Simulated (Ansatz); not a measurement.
## In: energy above lowest point and pressure against volume scale

Free energy against uniform scaling of the volume at fixed shape and fractions; periodic cell, basis, potentials, k mesh and filling as listed. The results are calculated, by Ansatz 0.2.0.

The cell before it is scaled or strained (space group P6_3/mmc, No. 194):
```
In
1.0
      3.3638     0.0000     0.0000
     -1.6819     2.9132     0.0000
      0.0000     0.0000    10.7997
In
4
Direct
  0.00000 0.00000 0.00000
  0.33333 0.66667 0.25000
  0.00000 0.00000 0.50000
  0.66667 0.33333 0.75000
```

Settings of every row: functional r2SCAN; dispersion none; potentials PAW; wave cutoff 557.83 eV; density cutoff 2231.3 eV; k mesh 8x8x3; k shift 0x0x0; occupations methfessel paxton; smearing width 0.15 eV; spin none.

Limits: coarse k mesh, up to 40 meV an atom off; the cell comes from a prototype or a list of computed structures and needn't be the stable phase.

| row | volume scale | V (Å³/atom) | energy above lowest point (meV/atom) | pressure (GPa) |
| --- | --- | --- | --- | --- |
| 1 | 0.88 | 23.283 | 61.3 | 7.07 |
| 2 | 0.92 | 24.341 | 24.8 | 4.11 |
| 3 | 0.96 | 25.399 | 5.6 | 1.8 |
| 4 | 1 | 26.458 | 0 | -0.03 |
| 5 | 1.04 | 27.516 | 5.2 | -1.49 |
| 6 | 1.08 | 28.574 | 19.1 | -2.65 |
| 7 | 1.12 | 29.633 | ? | ? |

Question: what energy above lowest point and pressure should row 7 give?

Worked fit of energy above lowest point. Take u = (V_r/V)^(2/3) − 1 with V_r = 25.928 Å³ an atom, which is twice the finite (Eulerian) strain; such expansions in the strain, on which the Birch-Murnaghan equation of state is built, carry the rest volume and the bulk modulus. The shown rows have u = 0.07437, 0.04301, 0.01384, -0.0134, -0.03885, -0.06273. Least squares give energy above lowest point = 1.27 + 201.4 × u + 7925 × u² + 2953 × u³ meV/atom; a parabola predicts inner rows, each left out in turn, worse (root mean square 0.31 against 0.052 meV/atom). All shown rows lie on it to the printed digit. Its lowest point lies at u = -0.0128, or V = 26.43 Å³ an atom, and the curvature there gives the bulk modulus at fixed shape and fractions, B = (4/9)(1 + u)² E″(u)/V = 41 GPa. Letting shape and atoms relax would as a rule lower it, by much in layered, chain or molecular crystals. The withheld row has u = -0.08519, so the fit gives 1.27 + 201.4 × (-0.08519) + 7925 × (-0.08519)² + 2953 × (-0.08519)³ = 39.8 meV/atom.

The calculation gave 39.7 meV/atom. The fit lies 0.1 meV/atom (0.16 % of the column's range) above it, one unit of the last digit. This row lies beyond the range of the fit.

Worked fit of pressure. Take u = (V_r/V)^(2/3) − 1 with V_r = 25.928 Å³ an atom, which is twice the finite (Eulerian) strain; such expansions in the strain, on which the Birch-Murnaghan equation of state is built, carry the rest volume and the bulk modulus. The shown rows have u = 0.07437, 0.04301, 0.01384, -0.0134, -0.03885, -0.06273. Least squares give pressure = 0.83 + 67.02 × u + 203.4 × u² + 316 × u³ GPa; a parabola predicts inner rows, each left out in turn, worse (root mean square 0.034 against 0.0079 GPa). All shown rows lie on it to the printed digit. The pressure vanishes at u = -0.0129, or V = 26.44 Å³ an atom, and there the bulk modulus at fixed shape and fractions is B = −V dP/dV = (2/3)(1 + u) dP/du = 40.8 GPa. Letting shape and atoms relax would as a rule lower it, by much in layered, chain or molecular crystals. The withheld row has u = -0.08519, so the fit gives 0.83 + 67.02 × (-0.08519) + 203.4 × (-0.08519)² + 316 × (-0.08519)³ = -3.60 GPa.

The calculation gave -3.55 GPa. The fit lies 0.05 GPa (1.4 % of the value, 0.47 % of the column's range) below it; its largest miss of a shown row is 0.00 GPa. This row lies beyond the range of the fit.
